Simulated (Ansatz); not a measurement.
# Zn: energy above lowest point against volume scale

All results are calculated (Ansatz 0.2.0). Free energy against uniform scaling of the volume at fixed shape and fractions; periodic cell, basis, potentials, k mesh and filling as listed.

The cell before it is scaled or strained (space group Fm-3m, No. 225):
```
cell vectors (Å)
   0.0000     1.9648     1.9648
   1.9648     0.0000     1.9648
   1.9648     1.9648     0.0000
atoms (fractions of the cell vectors)
Zn  0.00000  0.00000  0.00000
```

Settings of every row: functional PBEsol; dispersion none; potentials all-electron LAPW; k mesh 13x13x13; k shift 0x0x0; occupations fermi dirac; smearing width 0.1 eV; spin none.

Limits: coarse k mesh, up to 40 meV an atom off; minimum outside the range; the cell comes from a prototype or a list of computed structures and needn't be the stable phase.

```
row  volume scale  V (Å³/atom)  energy above lowest point (meV/atom)
  1          0.94        14.26                                     0
  2          0.96       14.563                                   2.9
  3          0.98       14.867                                   8.8
  4             1        15.17                                  17.4
  5          1.02       15.473                                  28.1
  6          1.04       15.777                                     ?
  7          1.06        16.08                                  55.3
```

Question: what energy above lowest point should row 6 give?

Worked fit of energy above lowest point. Take u = (V_r/V)^(2/3) − 1 with V_r = 15.018 Å³ an atom, which is twice the finite (Eulerian) strain; such expansions in the strain, on which the Birch-Murnaghan equation of state is built, carry the rest volume and the bulk modulus. The shown rows have u = 0.03513, 0.02072, 0.00676, -0.00669, -0.0197, -0.04453. Least squares give energy above lowest point = 12.77 − 634.5 × u + 7483 × u² + 6431 × u³ meV/atom; a parabola predicts inner rows, each left out in turn, worse (root mean square 0.14 against 0.065 meV/atom). The rows lie off it by 0.0, 0.0, 0.0, 0.1, 0.0, 0.0. The withheld row has u = -0.03233, so the fit gives 12.77 − 634.5 × (-0.03233) + 7483 × (-0.03233)² + 6431 × (-0.03233)³ = 40.9 meV/atom.

The calculation gave 40.9 meV/atom. The fit meets it to the printed digit.
